## The quantities and how they were computed

The energy in the table is the energy per atom of a BAs crystal, less that of free boron and arsenic atoms. The pressure tells how the crystal pushes or pulls on its fixed cell; a negative value means tension, so the cell would shrink if released. Both come from density-functional theory in the local density approximation (LDA). The free atoms are taken as spherical and unpolarised, which exaggerates the binding, so the energy should not be read as a true cohesive energy. This reference is the same in every row and drops out of all differences.

Only the k mesh changes. An electron in a crystal is a wave with wave vector $\mathbf k$, and the energy needs an average over all wave vectors. An $N\times N\times N$ mesh replaces that average by a sum over $N^3$ points.

BAs (space group F-43m, two-atom cell with 3.408 Å edges) at fixed cell and atoms, computed with Ansatz 0.2.0 using all-electron LAPW, LDA, scalar relativity, no spin polarisation, Fermi-Dirac smearing of 0.01 eV and a basis error target of 1 meV/atom. Pressure is positive in compression; the reference free atoms are spherical and unpolarised.

| k mesh | pressure (GPa) | energy less free atoms (eV/atom) |
| --- | --- | --- |
| 3x3x3 | -5.137 | -6.141 |
| 6x6x6 | -7.168 | -6.447 |
| 8x8x8 | -7.192 | -6.456 |
| 11x11x11 | -7.188 | -6.457 |
| 15x15x15 | -7.187 | -6.457 |

Three sizes are worth remembering. Relative to the finest mesh, $N=3$ leaves an energy error of about 0.3 eV/atom, $N=6$ one of 10 meV/atom and $N=8$ one of 1 meV/atom.

## Where the coarse mesh fails

The failure at 3x3x3 is large in both columns. The energy is too high by 316 meV/atom, and the tension is 5.1 GPa instead of 7.2 GPa. With too little tension, the calculation would predict too large an equilibrium cell. The tension that remains on fine meshes is of another kind: it belongs to the chosen cell, which is larger than the one LDA prefers.

The failure can be recognised without knowing the final answer. Going from 3x3x3 to 6x6x6 lowers the energy by 307 meV/atom, nearly the whole error of the coarser mesh. The next refinement lowers it by only 8 meV/atom. When steps shrink this fast, each step is a fair measure of the whole error of the mesh before it.

## Why a few divisions can be enough, and three are not

A mesh with $N$ divisions treats the crystal as if it closed on itself after $N$ cells in each direction. An electron that reaches that far meets its own periodic image, and the energy contains a false contribution. In BAs the primitive cell edge is 3.4 Å, so the crystal closes after about 10 Å for $N=3$ and 20 Å for $N=6$. What matters is this length: a cell with doubled edges needs only half as many divisions.

The same picture can be written as a sum of waves. Let $f(\mathbf k)$ be the quantity to be averaged, with one coefficient $c_{\mathbf R}$ for each lattice vector $\mathbf R$:

$$f(\mathbf k)=\sum_{\mathbf R}c_{\mathbf R}\,e^{i\mathbf k\cdot\mathbf R}.$$

The true average is $c_0$. On a mesh that contains $\mathbf k=0$, every wave averages to zero except those whose $\mathbf R$ is $N$ times another lattice vector. These equal one at every mesh point, which leaves the error

$$\sum_{\mathbf R\neq 0}c_{N\mathbf R}.$$

In an insulator the filled bands are separated from the empty ones by a gap, and theory then gives coefficients that die away roughly exponentially with distance. The error should therefore fall faster than any fixed power of $1/N$. The unrounded energies agree as far as they go: the error falls roughly as $N^{-5}$ between the first two meshes and as $N^{-7}$ between the next two.

The valence bands are what makes the mesh necessary. The second valence band is 8.5 eV wide, so its energy depends strongly on which points are sampled. The lowest arsenic 3d band is only 0.008 eV wide, and almost any point represents it well.

The coarse mesh also distorts the electron density. The exchange-correlation energy, which in LDA depends on the density alone, differs by 0.23 eV per cell between 3x3x3 and 15x15x15. The atoms are the same, so the density must have changed. A finer sum over the bands at the end could mend part of the energy, but it would leave the density as it is; a better density has to be computed on a better mesh.

## Why the pressure settles before the energy

Pressure is the slope of energy against volume, with its sign reversed. If the mesh adds an error $\delta(V)$ to the energy, it adds $-d\delta/dV$ to the pressure. An error that is the same at all volumes lifts the energy curve without tilting it, and the pressure doesn't notice.

At 6x6x6 the error has little slope at the volume of this cell. The energy is still 10 meV/atom too high, yet the pressure is within 0.02 GPa of its final value. Of the errors at 3x3x3, about 3% is left in the energy and about 1% in the pressure; in this sense the pressure settles first. Part of this lead is chance, because the pressure error changes sign between 6x6x6 and 8x8x8 and is small on its way through zero. At 3x3x3 the pressure error is positive, so the energy error must shrink as the cell expands. A plausible reason is that longer bonds make narrower bands, which leave less to sample wrongly.

A steady pressure is thus no certificate for the energy. For the pressure of this cell one can stop at 6x6x6, while energies good to a few meV/atom call for 8x8x8. Between 11x11x11 and 15x15x15 the energy changes by only 0.1 meV/atom, less than the basis error of about half a meV/atom.

## The band gap fails in a different way

The gap read off the mesh, listed in the output below, runs 1.193, 1.247, 1.167, 1.183 and 1.154 eV from the coarsest mesh to the finest. It goes up and down, and its last step is still 29 meV. This irregularity is the warning sign. A gap is the difference between two single levels, so no averaging helps it.

The highest filled level lies at Γ, the point $\mathbf k=0$, which belongs to the meshes. The lowest empty level lies on the line from Γ to the zone boundary point X, and each mesh hits that line at different places. On a scale where X is 0.5, the lowest sampled level sits at 1/3 for $N=6$, 4/11 for $N=11$ and 2/5 for $N=15$. For $N=8$ the mesh points suggest 3/8.

If position is the cause, one smooth curve should join these gaps. A parabola drawn through the gaps for $N=6$, 8 and 15 gives at 4/11

$$\frac{18\times1.247+128\times1.167-25\times1.154}{121}\ \text{eV}\approx1.18\ \text{eV}.$$

The whole-number weights follow from the four positions. The 11x11x11 gap was not used to draw the curve, and it is met to about 1 meV. The zigzag of these four meshes thus fits a smooth band seen at changing points.

The picture breaks down at 3x3x3. That mesh should find its lowest empty level at 1/3, as 6x6x6 does, yet its gap is 54 meV smaller. Every point of the 3x3x3 mesh also belongs to the 6x6x6 mesh, so with the same density its gap could not be the smaller one. The distorted density must be the cause. It lowers a gap that the poor position had raised, so the worst mesh comes closer to the final gap than 6x6x6 does. The sound way to a gap is to converge the density first and then to follow the bands closely along the line from Γ to X. The result is still an LDA gap, and LDA usually puts the gaps of semiconductors well below the measured ones; no mesh can mend that.

Printed output of the fit:

```
Errors against the finest mesh:
       row  points in full mesh  energy error in meV/atom  pressure error in GPa
     3x3x3                   27                     316.2                   2.05
     6x6x6                  216                       9.6                  0.019
     8x8x8                  512                       1.3                 -0.005
  11x11x11                 1331                       0.1                 -0.001
  15x15x15                 3375                         0                      0
Energy error of 3x3x3 in percent of the finest value: 4.896
Pressure error of 3x3x3 in percent of the finest value: 28.52
Energy drop from 3x3x3 to 6x6x6 in meV/atom: 306.6
Energy drop from 6x6x6 to 8x8x8 in meV/atom: 8.3
Energy drop from 8x8x8 to 11x11x11 in meV/atom: 1.2
Pressure change from 3x3x3 to 6x6x6 in GPa: -2.031
Pressure change from 6x6x6 to 8x8x8 in GPa: -0.024
Local order of the energy error between 3x3x3 and 6x6x6: 5.041
Local order of the energy error between 6x6x6 and 8x8x8: 6.95
Exchange-correlation energy of 3x3x3 less that of 15x15x15 in eV per cell: -0.228
Width of the second valence band in eV: 8.488
Width of the lowest As 3d band in eV: 0.00809
Gap on the mesh:
       row  position of conduction minimum with X at 0.5  gap in eV
     3x3x3                                        0.3333      1.193
     6x6x6                                        0.3333      1.247
     8x8x8                                         0.375      1.167
  11x11x11                                        0.3636      1.183
  15x15x15                                           0.4      1.154
Gap of 3x3x3 less that of 6x6x6 in meV: -54.42
Gap of 15x15x15 less that of 11x11x11 in meV: -28.88
Gap of 11x11x11 expected from the parabola in eV: 1.181
Expected less computed gap of 11x11x11 in meV: -1.341
```
